**Q:** I have a calculation of the six lowest singlet excitations of silane, and I can't read it. Three states absorb and three don't, all at nearly the same energy. How many absorption bands should I expect from these six?

The six lowest singlet excitations of neutral silane (SiH4), calculated with PySCF 2.14.0 using linear-response TDDFT in the Tamm-Dancoff approximation, with the CAM-B3LYP functional and the def2-SVPD basis, at the GFN2-xTB geometry. The pairs are natural transition orbitals, and the densities are unrelaxed.

```
row  excitation energy (eV)  oscillator strength  leading pair weight  hole electron distance (Å)  hole electron overlap
  1                   9.412                0.156                0.990                       0.082                  0.488
  2                   9.412                0.156                0.994                       0.387                  0.450
  3                   9.414                0.156                0.992                       0.387                  0.454
  4                   9.425                0.000                0.498                       0.329                  0.754
  5                   9.427                0.000                0.499                       0.323                  0.754
  6                   9.428                0.000                0.497                       0.042                  0.756
```

**A:** One. The six rows are two levels, each threefold degenerate, because silane is a regular tetrahedron. Within a level the energies agree to 0.003 eV or better, and that small scatter is numerical. Rows 1 to 3 are one bright level; rows 4 to 6 are one dark level.

**Q:** Why does the bright level come in threes?

**A:** Because the electron leaves a set of three equivalent orbitals. The highest filled orbitals of silane are Si-H bonding combinations that look like p orbitals at silicon, pointing along x, y and z. In rows 1 to 3 the electron goes from one of these into the lowest empty orbital, which is diffuse and has the full symmetry of the molecule, like an s orbital. The leading pair weight, the share of the excitation carried by its largest pair of hole and electron orbitals, is therefore close to 1.

A jump from p-like to s-like moves charge back and forth along the axis of the p-like orbital, and light drives that motion. The three choices of axis give three perpendicular transition dipoles of equal length. Hence each row has the same oscillator strength, 0.156. Because the three share one energy, you see only their sum, about 0.47, however the molecule is turned.

**Q:** Then the dark states must be those where hole and electron hardly meet.

**A:** The table says the opposite. In row 4 the overlap of hole and electron is 0.754, against 0.488 in row 1, and every dark row overlaps more than every bright one. The darkness comes from a cancellation.

Row 4 has a leading pair weight of 0.498, and a second pair carries almost exactly as much. This pattern fits an excitation from the p-like triplet into a higher, empty triplet of the same symmetry. Call the filled orbitals x and y and the empty ones x′ and y′. The state is then "x to y′ minus y to x′".

In a tetrahedron each of these two jumps has a transition dipole along z, and a mirror plane that swaps x and y makes the two dipoles equal. The minus sign removes them. What remains resembles a rotation of charge about z, which the electric field of light can't start. Here the weight near one half thus reflects two partners bound together by symmetry; it is no sign of a double excitation.

**Q:** If the dark states use higher empty orbitals, why don't they lie well above the bright ones?

**A:** An excitation energy is not an orbital gap. The gap between the highest filled and lowest empty orbital is 12.47 eV here, while the bright level lies at 9.41 eV. The difference of about 3.1 eV is the net attraction between the electron and the hole it left, as this functional describes it. Another functional would give a different gap and a different attraction.

That attraction should be stronger in the dark level, because its electron is more compact. It extends over about 1.4 Si-H bond lengths, against 2.1 in the bright level. The minus sign should also keep the exchange repulsion small, since for p-like partners the two parts of the transition density are expected to cancel in large part. The diffuse bright level should have little exchange repulsion as well, so that cancellation only spares the dark level a penalty, and I expect the stronger attraction to be what offsets the higher orbital energy. The output doesn't separate these terms, so this part is an argument and not a result.

**Q:** So the bright level is the lowest?

**A:** I wouldn't rely on it. The levels are 0.014 eV apart, far less than the error of the functional or of the basis set. The basis has few diffuse functions, and the spread-out bright level is likely to respond more strongly to extra ones than the compact dark level. Extra diffuse functions are therefore expected to pull the bright level down further than the dark one, so treat the near coincidence as a feature of this basis, and the order as unsettled by this run.

**Q:** One thing still bothers me. Rows 1 and 2 have the same energy and the same strength, yet the distance between hole and electron is 0.082 Å in one and 0.387 Å in the other. Is row 2 a charge-transfer state?

**A:** No. Any mixture of three degenerate states is as good a solution as the original three, and the calculation returns whichever mixture it happens to reach. The distance between the centres of hole and electron depends on that choice.

Put silicon at the centre of a cube with the hydrogens on alternate corners. A hole that points along a cube axis is balanced about silicon. A hole that points between two axes leans towards some of the hydrogens. The electron, in its nearly symmetric orbital, is expected to move less in this basis, following the hole part of the way through a small admixture of the empty p-like triplet. The distance is what remains between the two centres.

**Q:** Can you show that with numbers?

**A:** Let the hole orbital be $a\,\phi_x+b\,\phi_y+c\,\phi_z$ along the cube axes, with $a^2+b^2+c^2=1$. Symmetry leaves only one kind of dipole integral, $D=\langle\phi_x|z|\phi_y\rangle$, and its equals with the axes exchanged. The centre of the hole is then displaced by $2D\,(bc,\,ca,\,ab)$. Symmetry gives any shift of the electron the same form, so the distance is a constant times $F$, with

$$F=\sqrt{(bc)^2+(ca)^2+(ab)^2}.$$

The computed transition dipole points the same way as the hole orbital, so it supplies $a$, $b$ and $c$. Row 1 lies almost along a cube axis, and row 2 lies well between two:

$$F_1=\sqrt{(0.086\cdot1.0)^2+(1.0\cdot0.030)^2+(0.030\cdot0.086)^2}\approx0.091$$

$$F_2=\sqrt{(0.87\cdot0.09)^2+(0.09\cdot0.49)^2+(0.49\cdot0.87)^2}\approx0.44$$

The unknown constant drops out of the ratio, which is $0.091/0.44\approx0.21$. The table gives $0.082/0.387\approx0.21$. Nothing was fitted, so orientation alone accounts for the difference between the two rows. The ratio doesn't say how the distance divides between hole and electron.

**Q:** Does that also cover row 6, which has a much shorter distance than rows 4 and 5?

**A:** By symmetry the same form holds, with its own constant, but a dark state has no transition dipole to reveal its orientation. The hole does reveal it: in row 6 its shares on the four hydrogens are nearly even, while in rows 4 and 5 two hydrogens carry about twice as much as the other two. A more general test agrees. Summed over a complete degenerate level, the charge must regain the symmetry of the tetrahedron, so the three displacement vectors must cancel. They do so to within 0.01 Å in both levels, and row 6 is therefore no more special than row 1.

**Q:** When would such a distance mean something?

**A:** When the symmetry is lower. Replace one hydrogen by a halogen, and each threefold level splits into a single state and a pair. The single state has no degenerate partner to mix with, so its distance is its own property. Part of the formerly dark level may then absorb too, since the exact cancellation is gone.

**Q:** We use silane to deposit silicon films. Does any of this matter there?

**A:** It tells you which light can excite the gas directly. The bright level corresponds to about 130 nm, in the vacuum ultraviolet. That figure carries the error of the functional and of the basis, and it holds for the molecule frozen in its tetrahedral shape. The excited molecule will distort, which broadens the one band and may shift it or give it more than one maximum. Vibrations can also lend the dark level some intensity, since they break the exact cancellation.
